Q: I use CdSe for its optical absorption, and I'm offered band gaps from a dozen density functionals. Before I trust any of them, can you say what WC and TASK will give from the results of the others?

A: I can try, with these rows as the evidence.

Band gaps of CdSe (P6_3mc, 4-atom cell, same fixed geometry in every row) from plane-wave PAW DFT with GPAW 26.7.0. All runs use a 600 eV cutoff, a 5 × 5 × 3 k mesh for the self-consistent density and Fermi-Dirac smearing of 0.05 eV. The gaps include spin-orbit coupling, added by second variation (without the xc potential for TASK and revTPSS).

| functional | potentials | gap on path (eV) | direct gap on path (eV) |
| --- | --- | --- | --- |
| LDA | GPAW-PAW-data-sets-(gpaw-data-1.2.1) | 0.294 | 0.294 |
| revPBE | GPAW-PAW-data-sets-(gpaw-data-1.2.1) | 0.702 | 0.702 |
| BLYP | PAW-data-sets-made-by gpaw-setup-for-the-functional | 0.492 | 0.492 |
| BEEF-vdW | GPAW-PAW-data-sets-(gpaw-data-1.2.1) | 0.693 | 0.693 |
| C09-vdW | GPAW-PAW-data-sets-(gpaw-data-1.2.1) | 0.465 | 0.465 |
| OLYP | PAW-data-sets-made-by gpaw-setup-for-the-functional | 1.036 | 1.036 |
| PW91 | PAW-data-sets-made-by gpaw-setup-for-the-functional | 0.528 | 0.528 |
| TASK | GPAW-PAW-data-sets-(gpaw-data-1.2.1) | ? | ? |
| WC | PAW-data-sets-made-by gpaw-setup-for-the-functional | ? | ? |
| optPBE-vdW | GPAW-PAW-data-sets-(gpaw-data-1.2.1) | 0.567 | 0.567 |
| revTPSS | GPAW-PAW-data-sets-(gpaw-data-1.2.1) | 0.771 | 0.771 |
| vdW-DF2 | GPAW-PAW-data-sets-(gpaw-data-1.2.1) | 0.372 | 0.372 |

The column "gap on path" is the distance from the highest filled to the lowest empty level along the sampled lines of crystal momentum. "Direct gap on path" asks for both levels at the same momentum. The two agree in every known row, so each of these gaps is direct.

Q: The known gaps run from 0.29 to 1.04 eV. Are these even the same crystal?

A: Yes, the atoms stay put, so a different volume can't cause the spread. Spin-orbit coupling can't either. It lowers each known gap by 0.12 to 0.13 eV, and the order is already there without it. Its splittings are flagged as too wide, which matters more for the absolute gaps than for their order.

Q: Then what does the functional change?

A: Exchange and correlation both change, but exchange can do a great deal by itself, as one pair shows. BLYP and OLYP use the same correlation, and both have atomic potentials made for the functional. Yet the OLYP gap is wider by 0.54 eV. Exchange alone can therefore move this gap by more than the whole LDA value.

Q: What is different about exchange in OLYP?

A: LDA treats each point as part of a uniform electron gas. A gradient functional multiplies that exchange energy by an enhancement factor F(s), where s says how fast the density changes for its size. Thin, rapidly falling density has a large s. At s = 1 the factors in BLYP and OLYP are similar, but at s = 2 OLYP adds about 59% to the uniform-gas exchange and BLYP about 47%. OLYP's enhancement comes late and steeply.

Q: Why should a late rise open a gap?

A: Here I'm arguing from theory, because the table has no orbitals. The lowest conduction state of CdSe is s-like and reaches into the thin density between the atoms, while the top of the valence band is mostly made of compact Se p orbitals. Charge added smoothly to a thin region raises the density there and so lowers s. Some enhancement is lost, and the loss is greatest where F is steep. The added charge also gains from the enhancement that remains, which pulls the level down. The loss should win where F has risen late and steeply. The conduction level is then pushed up relative to the valence level, and the gap widens.

This also suggests why "more gradient correction, wider gap" is a poor rule. The exchange in vdW-DF2 is strongly enhanced already at s = 1 and rises less steeply afterwards. Its gap is only 0.08 eV above that of LDA, although its different correlation may contribute.

Q: Can you turn that into a number for WC?

A: Roughly. The exchange energy is proportional to F, so a small change in F shifts the gap by a weighted sum of F − 1 over all s. I keep only two points, f₁ = F(1) − 1 and f₂ = F(2) − 1, taken from the standard formulas and rounded to about two figures. A least-squares fit to the eight known functionals whose exchange uses only the density and its gradient gives

gap − LDA gap ≈ −4.25 f₁ + 2.25 f₂ (in eV).

The two weights trade against each other, so neither has a meaning of its own. WC took no part in the fit. Its enhancement is mild, with f₁ = 0.14 and f₂ = 0.35:

−4.25 × 0.14 + 2.25 × 0.35 = 0.193 eV

0.294 + 0.193 = 0.487 eV

My forecast for WC is 0.49 eV, above LDA and near PW91.

Q: How far would you trust it?

A: To about 0.13 eV. That is the typical error when each of the eight rows in turn is left out and predicted from the other seven. Using f₂ alone does worse, with 0.19 eV by the same test. The poorest row in the fit is C09-vdW, whose gap comes out 0.17 eV too wide. The model ignores differences in correlation and in how well the atomic potentials match the functional. Either may be part of the reason.

Q: And TASK? Is it just another gradient functional?

A: No, and there the formula isn't enough. TASK and revTPSS are meta-GGAs: their exchange also depends on the kinetic-energy density, a measure of how sharply the orbitals vary at a point. In TASK it enters through a ratio that equals 1 in a uniform gas. If I hold that ratio at 1, TASK has almost no gradient enhancement, and the fit puts its gap at 0.31 eV, close to LDA.

I don't believe that value, for a physical reason. In TASK the exchange energy becomes markedly less favourable as the kinetic-energy density rises. Each orbital then pays an extra cost for its own variation, and the same variation tends to cost more in thin density. The conduction state reaches further into such density, so I expect it to pay more than the compact valence state and the gap to widen.

Q: Do the known rows support this?

A: Only weakly. The revTPSS gap is 0.25 eV wider than its gradient part alone would suggest. That is the right direction, but it is one row, and the formula has missed by 0.17 eV even among the functionals it was fitted to. The row can't tell me how large the effect will be in TASK.

So I judge a bracket instead of fitting one. The lower end is the widest known gap, that of OLYP. The upper end is the measured gap, roughly 1.8 eV as I recall it, because common functionals usually fall short of experiment. The middle gives 1.4 eV for TASK, give or take 0.4 eV.

Q: Then let's see the computed values.

A: Here they are.

The withheld rows as computed:

| functional | potentials | gap on path (eV) | direct gap on path (eV) |
| --- | --- | --- | --- |
| TASK | GPAW-PAW-data-sets-(gpaw-data-1.2.1) | 1.993 | 1.993 |
| WC | PAW-data-sets-made-by gpaw-setup-for-the-functional | 0.416 | 0.416 |

Q: WC is inside your range. Does that prove the model?

A: No. The computed gap is 0.42 eV and my value was 0.07 eV too high, well within the error bar. But that bar is wide enough to cover several of the other functionals too. I also said "near PW91", whereas WC lies about halfway between LDA and PW91. The result supports the modest claim that a mild gradient correction opens the gap only a little.

The error has the same sign as for C09-vdW, the other functional with a mild enhancement. Two sampling points may describe such functionals poorly. With two cases that differ in correlation as well, this remains a guess.

Q: TASK is far outside.

A: It is. The computed gap is 1.99 eV, so my forecast was too low by 0.58 eV, and the value lies beyond even the top of my bracket. I had the direction right and the size wrong.

The mistake was to use experiment as a ceiling. That LDA and gradient functionals give too small a gap is a habit of those functionals, and no law carries it over to a functional with another ingredient. Exchange in TASK responds to the kinetic-energy density much more strongly than exchange in revTPSS does. I knew the direction of that response but had no way to scale it, and I let the measured gap stand in for the missing estimate.

Q: So is the kinetic-energy density responsible for the whole difference?

A: It is the most plausible main cause, but these results don't isolate it. TASK lies about 1.7 eV above its gradient-only estimate, ten times the worst error within the fit. A poor description of the gradient part is therefore unlikely to explain it. However, TASK was run with general-purpose atomic potentials that were not made for it, and the size of that error is untested. A run with matching potentials would be the first check.

Q: TASK is also the closest to experiment. Should I use it for my material?

A: Not on this evidence. It overshoots the rough measured gap by about 0.2 eV, but in a cell that was not relaxed for TASK or for any other functional here. The TASK run finds this cell under a pressure of about 6.1 GPa, so TASK would expand it. Stretching CdSe is expected to narrow its gap, so the overshoot should shrink in a relaxed cell and could even turn into an undershoot. One gap in one fixed cell can't rank functionals for accuracy.

Q: What can I take to the next functional on my list?

A: First ask which ingredients its exchange uses. If it has only the density and its gradient, look at where the enhancement rises: a mild rise should leave the gap near LDA, and a late, steep one should open it more. Expect errors of a tenth of an eV or more from such a guess. If the kinetic-energy density enters, the gradient alone is no guide, and you need to know how strongly exchange responds to it.
